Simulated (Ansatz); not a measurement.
Strength of the B–H bond: CH5BO2 → CH4BO2 + H

Species: CH5BO2 `COBO`, singlet; CH4BO2 `CO[B]O`, doublet; H atom, doublet. 

Shapes, held fixed at every level: PBE0-D4/def2-TZVP. Flexible molecules stand in one conformer, not always the lowest. Programs: Ansatz 0.2.0. Electronic energies: no zero-point or thermal term.

```tsv
level	kind	ΔE (kJ/mol)	less CCSD(T)/CBS estimate
HF/def2-TZVPP	Hartree–Fock	+378.1	-98.2
B3LYP-D4/def2-TZVPP	global hybrid	+466.9	-9.4
PBE0-D4/def2-TZVPP	global hybrid	+453.4	-22.9
wB97X-V/def2-TZVPP	range-separated hybrid	+474.7	-1.6
MP2/def2-TZVPP	perturbation theory	+459.7	-16.6
CCSD(T)/def2-TZVPP	coupled cluster or CI	+470.0	-6.3
CCSD/def2-TZVPP	coupled cluster or CI	+469.2	-7.1
CCSD(T)/CBS estimate	coupled cluster or CI	+476.3	0.0
```

The highest level, CCSD(T)/CBS estimate, gives ΔE = +476.3 kJ/mol; the levels span +378.1 to +476.3. The column of differences is taken from that level and isn't an error. Hartree–Fock misses the correlation of the pair that is broken and comes out low. No measured value is set beside it here. Open shells run unrestricted unless RO is named. The CBS estimate extrapolates MP2 from def2-TZVPP and def2-QZVPP and adds CCSD(T) − MP2 in the triple-zeta set, cores frozen.

Breaking this B–H bond is costly, with the coupled-cluster levels running from +469.2 to +476.3 kJ/mol. The radical left behind probably gains little stabilisation: its unpaired electron should sit mainly in an in-plane σ hybrid on boron, orthogonal to the π system through which the oxygen lone pairs donate into boron's formally empty p orbital. That donation is present before and after cleavage, so it offers the radical no special compensation.

MP2 recovers most of the correlation contribution absent from Hartree–Fock, and CCSD and CCSD(T) nearly coincide in the same basis. Connected triples therefore matter little, as expected for separated fragments with no evident near-degeneracy. Extending the basis changes the coupled-cluster result more than adding triples does, which points to the slow convergence of dynamic correlation in the bonding pair. Among the hybrids, wB97X-V lies closest to the extrapolated value, but a single reaction can't establish a general ranking. Nor does it show whether the oxygen substituents strengthen the B–H bond relative to that in borane.
